# From 1/3 to 3/5 in the electron gas, and one way to misuse it

The calculation in Section 2 of this talk is wrong. It takes a correct formula for the nonlocal response of a damped electron gas to a wave vector where the formula has no standing, and the absorption comes out about 30 % too low. I derive the formula first, so that the faulty line can be found later.

## 1. The model and its long-wave result

Take a degenerate parabolic band with density $n$, mass $m$, Fermi velocity $v_F$ and density of states $N_0=3n/2E_F$ (both spins). Electrons interact only through the self-consistent potential energy $U\propto e^{i(qx-\omega t)}$, as in the RPA. Write $\delta f=(-\partial f_0/\partial\epsilon)\,\phi(c)$, where $c$ is the cosine of the angle between velocity and $\mathbf q$, so that $\delta n=N_0\langle\phi\rangle$. Collisions at rate $\nu=1/\tau$ drive $\phi$ to its own angular average. This conserves number but not momentum, in the manner of Mermin (1970). With $z=\omega+i\nu$ and $a=qv_F$,

$$(z-ac)\,\phi = ac\,U+i\nu\langle\phi\rangle .$$

Define $\chi=\delta n/U$ and $D=nq^2/(m\chi)=(a^2/3)\,N_0/\chi$. Then, in SI units,

$$\sigma=\frac{ne^2}{m}\frac{i\omega}{D},\qquad \varepsilon=\varepsilon_s\left(1-\frac{\omega_p^2}{D}\right),\qquad \omega_p^2=\frac{ne^2}{\varepsilon_0\varepsilon_s m},$$

and the Drude model is $D=\omega z$. Expand $\phi=\sum_l\phi_lP_l(c)$. The recursion of the Legendre polynomials gives

$$\omega\phi_0=\tfrac13a\phi_1,\qquad z\phi_1=a\left(\phi_0+U+\tfrac25\phi_2\right),\qquad z\phi_2=a\left(\tfrac23\phi_1+\tfrac37\phi_3\right),\ \dots$$

These balance density, momentum and shear stress. For $a\ll|z|$ each $\phi_l$ with $l\ge2$ is smaller than the one before by a factor of order $a/z$. Setting $\phi_3=0$ and eliminating $\phi_1,\phi_2$ yields

$$D_h=\omega z-\beta^2q^2,\qquad \beta^2=v_F^2\left[\frac13+\frac{4}{15}\frac{\omega}{\omega+i\nu}\right]=v_F^2\,\frac{\tfrac35\omega+\tfrac13i\nu}{\omega+i\nu},$$

the form given by Halevi (1995).

The two pieces are elastic moduli. The pressure $P=\tfrac25nE_F\propto n^{5/3}$ gives the bulk modulus $K=n\,dP/dn=\tfrac23nE_F$, and $K/nm=v_F^2/3$. Now stretch the gas by $e^{\eta}$ along $x$ and $e^{-\eta}$ along $y$, too fast for collisions. The momenta scale inversely, and each Cartesian direction holds the energy density $\tfrac15nE_F$, so the energy density rises by $\tfrac15nE_F(2\cosh2\eta-2)\approx\tfrac45nE_F\eta^2$. An isotropic solid stores $\mu\,u_{ij}u_{ij}=2\mu\eta^2$ in this traceless strain, hence $\mu_\infty=\tfrac25nE_F$. A longitudinal wave feels $K+\tfrac43\mu$, and $\tfrac43\mu_\infty/nm=\tfrac4{15}v_F^2$. Collisions turn the ellipsoid back into a sphere, which is Maxwell relaxation:

$$\beta^2=\frac{K+\tfrac43\mu(\omega)}{nm},\qquad \mu(\omega)=\mu_\infty\frac{\omega}{\omega+i\nu}.$$

This is the elastic reading of the electron liquid developed by Conti and Vignale (1999). For $\omega\tau\ll1$ the shear part is a viscosity $\mu_\infty\tau$.

**Question.** *Why does $K$ not relax as well?*

$K$ belongs to $l=0$, a change of the radius of the Fermi sphere, which number conservation ties to the density. Collisions can only erase the shape.

## 2. The wrong calculation

The setting is n-GaAs with $n=10^{17}$ cm$^{-3}$ at about 10 K. The compiled values are $m=0.067\,m_e$ (Vurgaftman 2001) and $\varepsilon_s=12.87$ (Rakita 2019, a 300 K value; it enters $\omega_p$ and, through the effective Bohr radius, the donor-screening and exchange estimates of Section 6). They give $k_F=0.1436$ nm$^{-1}$, $E_F=11.7$ meV, $v_F=2.48\times10^7$ cm/s, $K=125$ Pa, $\mu_\infty=75$ Pa and $\hbar\omega_p=12.6$ meV. I assume $\tau=0.15$ ps, chosen to reproduce the typical mobility of roughly 4000 cm$^2$/V s at this doping: $e\tau/m=3.9\times10^3$ cm$^2$/V s. Then $\ell=v_F\tau=37.2$ nm, $\sigma_0=ne^2\tau/m=63.1$ S/cm and $(\omega_p\tau)^2=8.30$. The condition $\omega\tau=1$ means 1.06 THz, or 4.39 meV, or 35.4 cm$^{-1}$. All numbers below are the model's.

We want the absorptive part of $\sigma(q,\omega)$ at $q\ell=3$, that is $q=0.0806$ nm$^{-1}$, of the size typical of light-scattering experiments in backscattering with visible light.

> **Wrong from here.** The formula for $\beta^2$ interpolates between the collision-dominated and the collisionless limit, so it covers $\omega\tau=1$. There $\beta^2/v_F^2=\tfrac7{15}-\tfrac2{15}i$.
>
> **(W)** Insert $D=D_h$ at $q\ell=3$.
>
> In units of $\nu^2$, $D_h=(1+i)-9\left(\tfrac7{15}-\tfrac2{15}i\right)=-3.2+2.2i$. Hence $\chi/N_0=3/D_h=-0.637-0.438i$ and $\mathrm{Re}\,\sigma/\sigma_0=\mathrm{Im}D_h/|D_h|^2=0.146$, so $\mathrm{Re}\,\sigma=9.2$ S/cm. **This answer is wrong.**

The number looks harmless. It is positive and lies below the local value $\sigma_0/2=31.5$ S/cm.

**Question.** *Doesn't the static limit test it? At $\omega=0$ you get $\chi=-N_0$.*

You do, at every $q$, and that is why the slip survives. At $\omega=0$ the shear term vanishes, and every harmonic beyond $l=0$ vanishes with it. The test cannot see the truncation.

## 3. The symptom

Keep $\omega$ and $q$ fixed and clean the sample, $\nu\to0$. Then $D_h\to\omega^2-\tfrac35a^2$ is real, and the absorption at our point vanishes. But $\omega/qv_F=1/3$ lies inside the particle-hole continuum. Electrons with $c=\omega/a$ move with the wave, and the kinetic equation at $\nu\to0^+$ gives directly $-\mathrm{Im}\chi/N_0=\pi\omega/2a=0.524$. The wrong calculation has no Landau damping. It collapses the continuum into a sharp pole at $\omega=\sqrt{3/5}\,qv_F$.

A second test uses screening. When $a\gg|z|$ an electron crosses a wavelength before the field changes or a collision occurs, so it sees a static potential and $\chi\to-N_0$, whatever $\omega\tau$ is. The interpolation gives $\chi\to-N_0v_F^2/3\beta^2$. This is $-\tfrac59N_0$ in the clean case and $-(0.660+0.189i)N_0$ at $\omega\tau=1$. A screening response that still remembers $\omega\tau$ when both $\omega$ and $\nu$ are negligible against $qv_F$ cannot be right.

## 4. The faulty line

The fault is (W). The value of $\beta^2$ is correct, but it is the coefficient of $q^2$ in an expansion of $D$. It interpolates in $\omega\tau$, not in $q$. Behind (W) stands $\phi_3=0$, which needs $qv_F\ll|\omega+i\nu|$. At $\omega\tau=1$ the boundary is $q=\sqrt2/\ell=0.038$ nm$^{-1}$, and we worked at $|a/z|=2.12$.

**Question.** *Can't you just add the $q^4$ term?*

Not here. Dividing the kinetic equation by $z-ac$ and averaging gives the closed form

$$\frac{\chi}{N_0}=\frac{z(L-1)}{\omega-i\nu(L-1)},\qquad L=\left\langle\frac{z}{z-ac}\right\rangle=\frac{z}{2a}\ln\frac{z+a}{z-a},$$

with the principal logarithm. With $s=a/z$, $L-1=s^2/3+s^4/5+\dots$, and inverting the series gives

$$D=\omega z-\beta^2q^2-\frac{12}{175}\frac{\omega a^4}{z^3}-\frac{92}{2625}\frac{\omega a^6}{z^5}-\dots$$

The logarithm has branch points at $s=\pm1$, and $L-1=s^2\langle c^2/(1-s^2c^2)\rangle$ has no zero off its cuts except $s=0$. The series therefore converges for $|s|<1$ and diverges beyond. At our point $|D_h|=3.88$, and the next two terms have moduli 1.96 and 4.52. The same series shows the milder form of the slip. For $\nu=0$ the plasmon condition $D=\omega_p^2$ gives $\omega^2=\omega_p^2+\tfrac35a^2+\tfrac{12}{175}a^4/\omega_p^2+\dots$, while $D_h$ has no $q^4$ term in $\omega^2$. Whatever the interpolation says at order $q^4$ is an artefact, even at small $q$.

## 5. The mended calculation

Use the closed form. At $z=1+i$, $a=3$ (units of $\nu$), $L=0.507-0.304i$, so $\chi/N_0=-0.720-0.634i$, $D=-2.35+2.07i$ and

$$\mathrm{Re}\,\sigma/\sigma_0=0.211,\qquad \mathrm{Re}\,\sigma=13.3\ \text{S/cm}.$$

It passes both tests: for $a\gg|z|$, $L\approx-i\pi z/2a$ and $\chi/N_0\to-1-i\pi\omega/2a$.

The viscoelastic picture survives if the modulus is allowed to depend on $q$. Eliminating all harmonics gives a continued fraction with coefficients $l^2/(4l^2-1)$:

$$\mu(q,\omega)=\mu_\infty\,\frac{\omega}{z-\dfrac{(9/35)\,a^2}{z-\dfrac{(16/63)\,a^2}{z-\dots}}}.$$

Stress is carried away by free flight at a rate of order $qv_F$, besides being relaxed at rate $\nu$. Note $\tfrac4{15}\cdot\tfrac9{35}=\tfrac{12}{175}$. Stopping at $l=2,3,4$ gives $\mathrm{Re}\,\sigma/\sigma_0=0.146$, $0.259$, $0.196$, on the way to $0.211$.

## 6. Size of the error

The table gives $\mathrm{Re}\,\sigma/\sigma_0$ at $\omega\tau=1$. The error is that of the interpolation against the exact solution of the same kinetic equation.

| $q\ell$ | $q$ (nm$^{-1}$) | $\lvert a/z\rvert$ | interpolation | closed form | error (%) |
|---|---|---|---|---|---|
| 0.5 | 0.0134 | 0.35 | 0.559 | 0.558 | 0.1 |
| 1 | 0.0269 | 0.71 | 0.722 | 0.708 | 2.0 |
| 2 | 0.0537 | 1.41 | 0.494 | 0.557 | -11 |
| 3 | 0.0806 | 2.12 | 0.146 | 0.211 | -31 |

The interpolation is good well up towards the boundary and fails quickly past it. Screening hides much of the damage. The loss function $-\mathrm{Im}(\varepsilon_s/\varepsilon)=\omega_p^2\,\mathrm{Im}D/|D-\omega_p^2|^2$ at $q\ell=3$ is 0.133 instead of 0.146, an error of $-9$ %, because $\omega_p^2$ dominates the denominator.

**Question.** *Your $q$ is not small against $2k_F$. Is the kinetic equation itself safe?*

Here $\kappa=q/2k_F=0.281$. In the Mermin form below, $1/\chi=(\omega/z)/\chi_0(z)+(i\nu/z)/\chi_0(0)$, and recoil enters both parts at order $q^4$. The dynamic part adds $-(\omega/z)(\hbar q^2/2m)^2$ to $D$. The static part, with $\chi_0(0)=-N_0(1-\kappa^2/3+\dots)$ and $a\kappa=\hbar q^2/2m$, adds $-(i\nu/z)(\hbar q^2/2m)^2/9$. The sum is $-[(\omega+i\nu/9)/z]\,(\hbar q^2/2m)^2$. Its ratio to the $12/175$ term has modulus $(175/12)\,|1+i\nu/9\omega|\,(\hbar|z|/4E_F)^2=0.26$, so anyone quoting a $q^4$ coefficient needs it. For the full effect take the Lindhard function,

$$\frac{\chi_0(z)}{N_0}=\frac1{8\kappa}\int_{-1}^{1}dy\,(1-y^2)\left[\frac1{z/a-\kappa-y}-\frac1{z/a+\kappa-y}\right],$$

in Mermin's form $\chi=z\chi_0(z)/[\omega+i\nu\chi_0(z)/\chi_0(0)]$, which reduces to the closed form above as $\kappa\to0$. I find $\chi_0(z)/N_0=-0.470-0.292i$, $\chi_0(0)/N_0=-0.973$ and $\mathrm{Re}\,\sigma/\sigma_0=0.206$. Against that the wrong answer is off by $-29$ %. Hence my round figure of 30 %.

**Question.** *Ionised donors scatter forward. Why should momentum and stress relax at one rate?*

They need not. For elastic scattering with angular weight $W(\theta)$, harmonic $l$ relaxes at $\nu_l\propto\langle W(1-P_l)\rangle$, and each $z$ in the hierarchy becomes $\omega+i\nu_l$. The crossover from 1/3 to 3/5 then sits at $\omega\approx\nu_2$, while the mobility fixes $\nu_1$. For a Thomas-Fermi screened donor in Born approximation $W\propto[\sin^2(\theta/2)+\gamma]^{-2}$ with $\gamma=(q_{TF}/2k_F)^2=1/(\pi k_Fa_B^*)=0.218$, where $a_B^*=10.2$ nm is the effective Bohr radius. This gives $\nu_2/\nu_1=1.57$ and $\nu_3/\nu_1=1.85$. With these rates and $\omega=\nu_1$, $q v_F=3\nu_1$, the full fraction gives 0.215, nearly unchanged. The $l=2$ truncation with the right $\nu_2$ gives 0.180, an error of $-16$ %. Faster decay of the higher harmonics halves the truncation error, but the one-rate value 0.146 still lies 32 % below the full result.

**Question.** *What else separates the model from GaAs?*

Exchange is the largest item I can size. To first order it changes $K$ by the fraction $-1/(\pi k_Fa_B^*)$, that is by $-22$ %, and it changes $\mu_\infty$ too. That rivals the error under study, so the absolute conductivities are RPA numbers. It does not repair (W), since the higher harmonics are still there. The Boltzmann description has corrections of order $1/k_F\ell=0.19$. Temperature matters little at 10 K: $T_F=136$ K, and the pressure, with it $\mu_\infty$, rises by $(5\pi^2/12)(T/T_F)^2=2.2$ %. At 300 K this gas is not degenerate, and the coefficients 1/3 and 3/5 of $v_F^2$ no longer apply. Nonparabolicity is of order $E_F/E_g=0.8$ % with the compiled gap of 1.519 eV (Vurgaftman 2001). The working rule is to evaluate $qv_F/|\omega+i\nu|$ before using $\beta^2(\omega)$: at 0.7 the interpolation was within 2 % in this model, and above 1 it must give way to the closed form or the continued fraction.